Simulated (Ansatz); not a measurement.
# A series in volume per atom on ScZn

All results are calculated (Ansatz 0.2.0). Periodic Kohn-Sham DFT of a crystal at fixed atoms; pressure and stress are positive in compression; the energy is the free energy less that of spherical unpolarised free atoms; site moments are those in the method's own spheres, positive along +z.

Cell of the first row (space group Pm-3m, No. 221):
```
cell vectors (Å)
   3.2816     0.0000     0.0000
   0.0000     3.2816     0.0000
   0.0000     0.0000     3.2816
atoms (fractions of the cell vectors)
Sc  0.00000  0.00000  0.00000
Zn  0.50000  0.50000  0.50000
```

Settings of every row: method all-electron PAW; functional PBEsol; relativity scalar; k mesh 10x10x10; filling fermi-dirac; smearing width 0.03 eV; nucleus gaussian.

Atom start moment: 0 on all atoms.

| row | volume per atom (Å³) | pressure (GPa) |
| --- | --- | --- |
| 1 | 17.67 | 1.618 |
| 2 | 18.046 | -0.206 |
| 3 | 18.422 | -1.843 |
| 4 | 18.61 | -2.597 |
| 5 | 18.798 | -3.311 |
| 6 | 18.986 | -3.987 |
| 7 | 19.174 | -4.627 |
| 8 | 19.55 | -5.807 |
| 9 | 19.926 | ? |

Question: what pressure should row 9 give?

Worked fit of pressure. Take u = (V_r/V)^(2/3) − 1 with V_r = 18.704 Å³ an atom, which is twice the finite (Eulerian) strain; such expansions in the strain, on which the Birch-Murnaghan equation of state is built, carry the rest volume and the bulk modulus. The shown rows have u = 0.03864, 0.02416, 0.01018, 0.00336, -0.00334, -0.00993, -0.01641, -0.02906. Least squares give pressure = −2.9584 + 106.546 × u + 299.58 × u² + 214 × u³ GPa; a parabola predicts inner rows, each left out in turn, worse (root mean square 0.0021 against 0.00049 GPa). The rows lie off it by 0.000, 0.000, -0.001, 0.000, 0.000, 0.000, 0.000, 0.000. The pressure vanishes at u = 0.0259, or V = 18 Å³ an atom, and there the bulk modulus at fixed shape and fractions is B = −V dP/dV = (2/3)(1 + u) dP/du = 83.8 GPa. The withheld row has u = -0.04131, so the fit gives −2.9584 + 106.546 × (-0.04131) + 299.58 × (-0.04131)² + 214 × (-0.04131)³ = -6.864 GPa.

The calculation gave -6.863 GPa. The fit lies 0.001 GPa (0.012 % of the column's range) below it, one unit of the last digit. This row lies beyond the range of the fit.
